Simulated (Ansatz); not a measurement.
A series in volume scale on TiO2

Results calculated with Ansatz 0.2.0, not measured. Free energy against uniform scaling of the volume at fixed shape and fractions; periodic cell, basis, potentials, k mesh and filling as listed.

The cell before it is scaled or strained (space group P4_2/mnm, No. 136):
```
TiO2
1.0
      4.5922     0.0000     0.0000
      0.0000     4.5922     0.0000
      0.0000     0.0000     2.9574
Ti O
2 4
Direct
  0.00000 0.00000 0.00000
  0.50000 0.50000 0.50000
  0.30496 0.30496 0.00000
  0.19504 0.80496 0.50000
  0.69504 0.69504 0.00000
  0.80496 0.19504 0.50000
```

Settings of every row: functional PBE; dispersion none; potentials PAW; wave cutoff 500 eV; density cutoff 2000 eV; k mesh 4x4x6; k shift 0x0x0; occupations fixed; smearing width 0 eV; spin none.

| row | volume scale | V (Å³/atom) | pressure (GPa) | energy above lowest point (meV/atom) |
| --- | --- | --- | --- | --- |
| 1 | 0.94 | 9.771 | 23.04 | 57.4 |
| 2 | 0.96 | 9.979 | 16.54 | 31.8 |
| 3 | 0.98 | 10.187 | ? | ? |
| 4 | 1 | 10.394 | 5.39 | 3.9 |
| 5 | 1.02 | 10.602 | 0.63 | 0 |
| 6 | 1.04 | 10.81 | -3.66 | 2 |
| 7 | 1.06 | 11.018 | -7.53 | 9.3 |

Question: what pressure and energy above lowest point should row 3 give?

Worked fit of pressure. Take u = (V_r/V)^(2/3) − 1 with V_r = 10.498 Å³ an atom, which is twice the finite (Eulerian) strain; such expansions in the strain, on which the Birch-Murnaghan equation of state is built, carry the rest volume and the bulk modulus. The shown rows have u = 0.04901, 0.03438, 0.00666, -0.00655, -0.01934, -0.03172. Least squares give pressure = 2.949 + 361.43 × u + 988.4 × u² GPa; a straight line predicts inner rows, each left out in turn, worse (root mean square 0.62 against 0.013 GPa). The rows lie off it by 0.00, 0.00, -0.01, 0.01, 0.01, -0.01. The pressure vanishes at u = -0.0083, or V = 10.63 Å³ an atom, and there the bulk modulus at fixed shape and fractions is B = −V dP/dV = (2/3)(1 + u) dP/du = 228 GPa. Letting shape and atoms relax would as a rule lower it, by much in layered, chain or molecular crystals. The withheld row has u = 0.02025, so the fit gives 2.949 + 361.43 × (0.02025) + 988.4 × (0.02025)² = 10.67 GPa.

The calculation gave 10.68 GPa. The fit lies 0.01 GPa (0.033 % of the column's range) below it, one unit of the last digit.

Worked fit of energy above lowest point. Take u = (V_r/V)^(2/3) − 1 with V_r = 10.498 Å³ an atom, which is twice the finite (Eulerian) strain; such expansions in the strain, on which the Birch-Murnaghan equation of state is built, carry the rest volume and the bulk modulus. The shown rows have u = 0.04901, 0.03438, 0.00666, -0.00655, -0.01934, -0.03172. Least squares give energy above lowest point = 1.18 + 292.1 × u + 17347 × u² + 2041 × u³ meV/atom; a parabola predicts inner rows, each left out in turn, worse (root mean square 0.042 against 0.014 meV/atom). All shown rows lie on it to the printed digit. Its lowest point lies at u = -0.0084, or V = 10.63 Å³ an atom, and the curvature there gives the bulk modulus at fixed shape and fractions, B = (4/9)(1 + u)² E″(u)/V = 228 GPa. Letting shape and atoms relax would as a rule lower it, by much in layered, chain or molecular crystals. The withheld row has u = 0.02025, so the fit gives 1.18 + 292.1 × (0.02025) + 17347 × (0.02025)² + 2041 × (0.02025)³ = 14.2 meV/atom.

The calculation gave 14.2 meV/atom. The fit meets it to the printed digit.
